Squeeze a square crystal in its plane and it should bulge along the third axis; stretch the plane and that axis should shrink. The tempting next step is to let the bulge restore the lost volume, as in rubber. Al₃Ru₂ does bulge, but it recovers less than that, and its free axis responds more strongly to compression than to tension.

Al₃Ru₂ (I4/mmm, 10-atom cell) under equal strain along both in-plane axes, with c and the atoms relaxed except at zero strain. Calculated with Ansatz 0.2.0 using PBEsol, scalar-relativistic plane-wave PAW, no spin polarisation, a 420 eV cutoff, a 12×12×4 k mesh and 0.1 eV Gaussian smearing. Stress is positive in compression, and stress yy equals stress xx.

```
strain (%)  volume change (%)  c over a  stress xx (GPa)  stress zz (GPa)
      -4.5              -4.24     5.098            16.86             0.00
      -3.0              -3.03     4.927            11.12             0.00
      -1.5              -1.60     4.774             5.44             0.01
         0               0.00     4.637            -0.07             0.28
       1.5               1.91     4.519            -5.49             0.01
       3.0               3.90     4.409           -10.30             0.00
       4.5               5.99     4.307           -14.59             0.00
```

The strain is imposed equally on both in-plane edges a, while the long edge c is free. This is the situation of a film held by its substrate with nothing pressing on its top face. Accordingly, stress zz, the stress along c, is practically zero in all six strained rows. The zero-strain row is different: its cell and atoms were not relaxed, and a stress of 0.28 GPa along c remains.

The length of c follows from c over a multiplied by a. At −4.5 % strain this gives

(5.098 / 4.637) × 0.955 = 1.050

so c has grown by 5.0 %. Constant volume would demand nearly 10 %. The column of volume change says the same thing directly: the crystal loses volume whenever the plane is compressed and gains it whenever the plane is stretched.

The reason is that nothing holds the volume fixed. At −4.5 % strain the plane carries 16.9 GPa along each of its two axes and nothing along c, so the average pressure is two thirds of that, about 11 GPa. Almost any solid loses volume under such a load. Rubber keeps its volume because changing its shape is vastly easier than compressing it; in a stiff metallic compound the two cost comparable energy.

A second picture comes from the structure: rigid bonds running obliquely between the atomic layers, turning like hinges. A bond of fixed length d with an in-plane span h has the height

z = √(d² − h²)

As h grows, z falls ever faster. Hinges therefore make c shrink more in tension than it grows in compression, and a stack of many different rigid links keeps this curvature. Matched to the response near zero strain, hinges give +3.65 % and −3.83 % at the two ends of the series. The calculation gives +5.0 % and −2.9 %, so the asymmetry runs the other way.

What remains is ordinary elasticity, carried beyond its linear range. Let x be the natural logarithm of a divided by its zero-strain value, y the same for c, and E the energy of the crystal. For each imposed x, c settles where E no longer changes with y. Following that condition from one strain to the next gives

dy/dx = −(∂²E/∂x∂y) / (∂²E/∂y²) ≈ −2 C₁₃ / C₃₃

The last form holds near zero strain. C₃₃ is the stiffness along c, C₁₃ the coupling between c and one in-plane axis, and the factor 2 appears because both in-plane axes push. The response is thus a contest between how hard the plane pushes on c and how firmly c resists.

Near zero strain, c changes by about 0.83 % for each 1 % change of a, in the opposite direction. It thereby offsets some 41 % of the change in area. An isotropic solid with a Poisson ratio of 0.29 would respond equally, so the size of the effect by itself needs no special role for the layers. Rigid hinges, by contrast, would need bonds steeper than 45° to the plane to give this value, and most short bonds here are flatter.

The asymmetry appears because the two stiffnesses change as the crystal deforms. Most short bonds here run obliquely and lie closer to the plane than to c. Compressing the plane therefore shortens them, although c grows; they should stiffen and push harder on c, which raises C₁₃. Their stiffening adds to C₃₃ too, but bonds directly along c also count there, and these are on average stretched, which should soften them. C₃₃ should therefore gain less in proportion than C₁₃, if it gains at all, and the response rises. For this to happen, the changes in stiffness must outweigh the turning of the bonds, which alone would give the curvature of the hinges. In tension the balance tips the other way, and the response weakens. This is an argument from anharmonic bonding; the table agrees with its outcome but does not separate C₃₃ from C₁₃.

The simplest expression of this idea lets the response drift steadily with strain. Fitted to the six relaxed rows, it reads

y = 0.0006 − 0.857 x + 3.95 x²

For −4.5 % strain, x = ln 0.955 = −0.04604. The linear term contributes 0.0395, the quadratic term 0.0084 and the constant 0.0006, together 0.0485. That is a lengthening of 5.0 %, as in the table, though this row was part of the fit. Without the quadratic term, c would fall short by almost a full percentage point.

The curve typically misses c by 0.04 %, against 0.5 % for a response that stays at its central value, as the printed analysis shows. It has three adjustable constants for six rows, so the close match by itself does not establish the cause. When each row is predicted from the other five, the typical miss rises to about 0.1 %. The drift itself, however, can be seen without any fit: the response between neighbouring rows falls at every step, from 1.19 at the compressed end to 0.62 at the stretched end.

One irregularity in that fall most likely comes from the reference. Across zero strain the response seems to drop abruptly, from 0.93 to 0.73, as if the crystal changed its character there. The fit puts the relaxed c about 0.06 % longer than the one in the zero-strain row, with an uncertainty of 0.04 %, and the positive stress zz also asks for a longer c. With the fitted value the drop shrinks to 0.89 and 0.77, in line with its neighbours. A small error in the reference looks large when it is divided by a small strain.

In practice, this matters when in-plane strain is inferred from a measured c. With the constant response of 0.83, the lengthening of 5.0 % would be read as a compression of nearly 6 %, although the imposed value is 4.5 %. In tension the error reverses: the row at +3.0 % would be read as about 2.5 %. Use the curved relation for strains of several per cent, and relax the unstrained cell with the same settings before taking differences.

For a related crystal, twice C₁₃ divided by C₃₃ gives the first estimate, and a few relaxed points on both sides of zero show how it drifts. The ends of the present curve deserve some caution. Every relaxation kept the tetragonal symmetry, so a crystal that would rather buckle or shear at 4.5 % had no chance to do so. Phonons of the strained cells, or relaxations started from slightly distorted ones, would test that.

Output of the analysis:

```
fit of lnc on 6 rows (abs(strain_series) > 0.1): constant 0.0006228 +/- 0.00036, coefficient of lna -0.8568 +/- 0.0064, coefficient of lna2 3.954 +/- 0.28; rms 0.000357, worst -1.5 0.000472, leave-one-out rms 0.00098
  rows outside the fit (model, value, miss): 0.0 0.0006228, 0, 0.000623
Change of c against the zero-strain row in %:
   row  computed  constant volume  rigid hinges  constant ratio  drifting ratio
  -4.5     4.994            9.714          3.65           3.959           4.965
  -3.0     3.066            6.347         2.486           2.623           3.085
  -1.5      1.41            3.133         1.291           1.325           1.458
   0.0         0          0.06229       0.06229         0.06229         0.06229
   1.5    -1.083           -2.873          -1.2          -1.166          -1.119
   3.0    -2.064           -5.682        -2.498          -2.362          -2.102
   4.5    -2.937            -8.37        -3.833          -3.526            -2.9
Slopes between each row and the row before:
   row  tabled c response  c response with fitted zero  stress xx slope in GPa
  -3.0              1.189                        1.189                   368.3
  -1.5              1.056                        1.056                   370.1
   0.0             0.9265                       0.8853                   364.6
   1.5             0.7313                       0.7731                     364
   3.0             0.6798                       0.6798                   327.9
   4.5             0.6189                       0.6189                   296.7
Central c response (fall of ln c per rise of ln a): 0.8297
Share of the area change offset by c near zero strain in %: 41.48
Poisson ratio of an isotropic solid with the same c response: 0.2932
Fitted relaxed c at zero strain above the unrelaxed c in %: 0.06229
Relative fall of the c response per 1 % larger a in %: 9.23
Typical miss of constant volume in % of c: 3.712
Typical miss of rigid hinges in % of c: 0.7149
Typical miss of constant ratio in % of c: 0.5237
Typical miss of drifting ratio in % of c: 0.03573
```
